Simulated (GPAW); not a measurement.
# Static electronic dielectric constant of rock-salt NaF in PBE-based RPA: effect of k mesh, band sum and local-field cutoff

NaF is a strongly ionic crystal: the highest filled bands are fluorine 2p, the sodium 3s electron has moved to fluorine, and the tightly held charge polarises weakly. That makes it a candidate for a low-index optical layer. My brief is a quarter-wave layer for a wavelength of 1000 nm, with a refractive index below 1.4. The choice of numerical settings may shift the designed thickness by no more than 2 nm. Among settings that pass, I prefer the coarsest k mesh. The calculated quantity is ε∞, the electronic response with the ions held still, relative to 1 for vacuum. I measure each row against the one with the highest settings throughout: 13×13×13 points, 29 bands and a local-field cutoff of 150 eV, which gives 1.76.

## Method

The measured cell of a diffraction database, fixed. GPAW 26.7.0, plane waves with PAW (cutoff 500 eV), no spin polarisation, no spin-orbit coupling, clamped ions. Each name gives functional, response level, k mesh, size of the sum over states, local-field cutoff and any scissors shift of the empty bands; line broadening 0.15 eV. The smallest direct gap met on these meshes is 6.30 eV. All ran on Arm Neoverse V2, shared with other work, so times are rough. The same in all rows: scissors shift: 0.0 eV.

Notes on method and selection:

- Meshes coarser than about 0.2 1/Å can put ε∞ too high by tens of per cent where the direct gap is small.
- Runs that did not converge, have known faults or may not be shown are not listed, and runs on Ansatz's PAW sets soft_1 and soft_2 are kept to separate tables.

Columns:

- bands: bands in the sum.
- k spacing (1/Å): k-point spacing.
- ε∞: real dielectric constant at zero frequency.
- cost (core-s): processor time of the response step.

## The series

| member | bands | local-field cutoff (eV) | k spacing (1/Å) | ε∞ | cost (core-s) |
| --- | --- | --- | --- | --- | --- |
| PBE, RPA, 13×13×13, 29 bands, 10 eV | 29 | 10 | 0.18 | 1.84 | 5.5 |
| PBE, RPA, 13×13×13, 29 bands, 20 eV | 29 | 20 | 0.18 | 1.84 | 5.5 |
| PBE, RPA, 13×13×13, 29 bands, 40 eV | 29 | 40 | 0.18 | 1.77 | 5.6 |
| PBE, RPA, 13×13×13, 29 bands, 60 eV | 29 | 60 | 0.18 | 1.77 | 5.8 |
| PBE, RPA, 13×13×13, 29 bands, 100 eV | 29 | 100 | 0.18 | 1.77 | 6.5 |
| PBE, RPA, 5×5×5, 22 bands, 60 eV | 22 | 60 | 0.47 | 1.76 | 2 |
| PBE, RPA, 7×7×7, 22 bands, 60 eV | 22 | 60 | 0.34 | 1.76 | 2.4 |
| PBE, RPA, 9×9×9, 22 bands, 60 eV | 22 | 60 | 0.26 | 1.76 | 2.9 |
| PBE, RPA, 13×13×13, 29 bands, 150 eV | 29 | 150 | 0.18 | 1.76 | 8.6 |
| PBE, RPA, 13×13×13, 20 bands, 60 eV | 20 | 60 | 0.18 | 1.76 | 4.5 |
| PBE, RPA, 13×13×13, 14 bands, 60 eV | 14 | 60 | 0.18 | 1.71 | 3.6 |
| PBE, RPA, 13×13×13, 10 bands, 60 eV | 10 | 60 | 0.18 | 1.59 | 3 |
| PBE, RPA, 13×13×13, 9 bands, 60 eV | 9 | 60 | 0.18 | 1.48 | 2.8 |

## Reading the trend

The band sum matters most. At 13×13×13 and 60 eV, ε∞ rises from 1.48 with 9 bands to 1.77 with 29. The gain per added band falls quickly:

- 9 to 10 bands: 1.59 − 1.48 = 0.11
- 10 to 14 bands: (1.71 − 1.59) / 4 = 0.03
- 14 to 20 bands: (1.76 − 1.71) / 6 = 0.008
- 20 to 29 bands: (1.77 − 1.76) / 9 = 0.001

The sign follows from perturbation theory. Without local fields, ε∞ − 1 is proportional to Σ |⟨c|x|v⟩|² / (E_c − E_v), summed over filled states v and empty states c. Every term is positive, so a short sum gives too little polarisation, and distant states count less through the denominator. Seven bands are filled (F 2s, F 2p and Na 2p), so the 9-band row has only two empty ones. It still recovers 0.48 / 0.77 = 0.62 of the 29-band response. Fluorine 2p electrons couple to s-like and d-like empty states, and the higher d-like ones may supply much of the rest.

Local fields act the other way. With 29 bands, ε∞ drops from 1.84 at 20 eV to 1.77 at 40 eV, a change of −0.07, then stays at 1.76 to 1.77 up to 150 eV. The charge is bunched on the ions, and the uneven induced charge sets up microscopic fields that oppose further polarisation.

The mesh has almost no effect. With 22 bands, spacings of 0.47, 0.34 and 0.26 1/Å each give 1.76. The 13×13×13 rows with 20 and 29 bands, at 1.76 and 1.77, bracket that band count. With a smallest direct gap of 6.30 eV no denominator becomes small, so the sum varies gently across the Brillouin zone.

## Members off the line

The rows at 10 and 20 eV look converged because both give 1.84, but the agreement is empty. Each keeps only the zero reciprocal-lattice vector, so they are the same calculation without local fields. I trust them as that quantity and not as the full RPA result.

The rows with 9, 10 and 14 bands are sound sums that stop too early, and I would not use them as values for NaF. Against the 29-band row at the same cutoff, the 14-band error is 1.71 − 1.77 = −0.06, nearly equal and opposite to the 1.84 − 1.77 = 0.07 from leaving out local fields. Two poor settings could therefore hide each other in a single run.

The 5×5×5 row is the one I expected to fail, since so coarse a mesh can raise ε∞ badly in a small-gap crystal. Here it shows no such rise.

## Computational cost

The cost column covers the response step alone, and no row exceeds 8.6 core-s. At 13×13×13 and 60 eV, going from 9 to 29 bands raises the time from 2.8 to 5.8 core-s and removes a shortfall of 1.77 − 1.48 = 0.29 in ε∞. Stopping at 20 bands already recovers 1.76 − 1.48 = 0.28 for 4.5 core-s, so the last nine bands buy little.

The dense mesh buys nothing visible here. The 13×13×13 row with 20 bands takes 4.5 core-s against 2 for 5×5×5 with 22 bands, a ratio of 4.5 / 2 = 2.3, and both give 1.76. For one small cell the saving is trivial, but it would matter in a long series of similar wide-gap crystals. Including local fields at 40 eV adds no cost that I can distinguish from timing scatter.

## Meeting the brief

I convert with n = √ε∞ and d = λ / (4n), where λ = 1000 nm.

- ε∞ = 1.76: n = √1.76 = 1.327, d = 1000 / (4 × 1.327) = 188 nm
- ε∞ = 1.77: n = √1.77 = 1.330, d = 1000 / (4 × 1.330) = 188 nm
- ε∞ = 1.84: n = √1.84 = 1.356, d = 1000 / (4 × 1.356) = 184 nm
- ε∞ = 1.71: n = √1.71 = 1.308, d = 1000 / (4 × 1.308) = 191 nm
- ε∞ = 1.59: n = √1.59 = 1.261, d = 1000 / (4 × 1.261) = 198 nm
- ε∞ = 1.48: n = √1.48 = 1.217, d = 1000 / (4 × 1.217) = 205 nm

Every row meets the index limit of 1.4. The thickness limit removes five: the two without local fields, 4 nm too thin, and those with 14, 10 and 9 bands, which are 3, 10 and 17 nm too thick. The other eight pass.

My pick is 5×5×5 with 22 bands and 60 eV, because it has the coarsest mesh among them. The runner-up is 7×7×7 with the same bands and cutoff, which gives the same ε∞ on 7 × 7 × 7 = 343 points instead of 5 × 5 × 5 = 125.

The level of theory has its own error, which I take as roughly 5 % of ε∞ in either direction for a wide-gap ionic crystal. That is 0.05 × 1.76 = 0.09 in ε∞, 0.09 / (2 × 1.327) = 0.03 in n, and 188 × 0.05 / 2 = 5 nm in thickness. The index stays below 1.4, but the real layer is not fixed to 2 nm. The pick controls the numerical error only.

Using the zero-frequency value at 1000 nm also makes the layer slightly too thick. The photon energy is 1240 / 1000 = 1.24 eV, and (1.24 / 6.30)² = 0.04 limits the rise of ε∞ − 1 to about 4 %, or less than 2 nm in thickness. This correction hardly changes the ranking.

A demand for the absorption spectrum would overturn the pick, because individual transitions then have to be resolved on a denser mesh. A tolerance below about 0.5 nm would leave the pick undecided, because that thickness corresponds to one step of 0.01 in ε∞, the last digit of the table.

## Closing remarks

For NaF in this fixed cell, every row with 20 or more bands and a local-field cutoff of 40 eV or more gives 1.76 or 1.77, and these rows include spacings from 0.18 to 0.47 1/Å. The tolerance for coarse meshes belongs to the wide gap and should not be carried over to a small-gap crystal.

The largest omitted effect is ionic motion. Below the lattice vibration frequencies it typically adds more than 2 to the dielectric constant of a rock-salt alkali halide, far more than the table's whole spread of 1.84 − 1.48 = 0.36. It does not enter at 1000 nm. Within the electronic part, PBE's small gap raises ε∞ and the missing electron–hole attraction lowers it, so the two errors partly cancel.
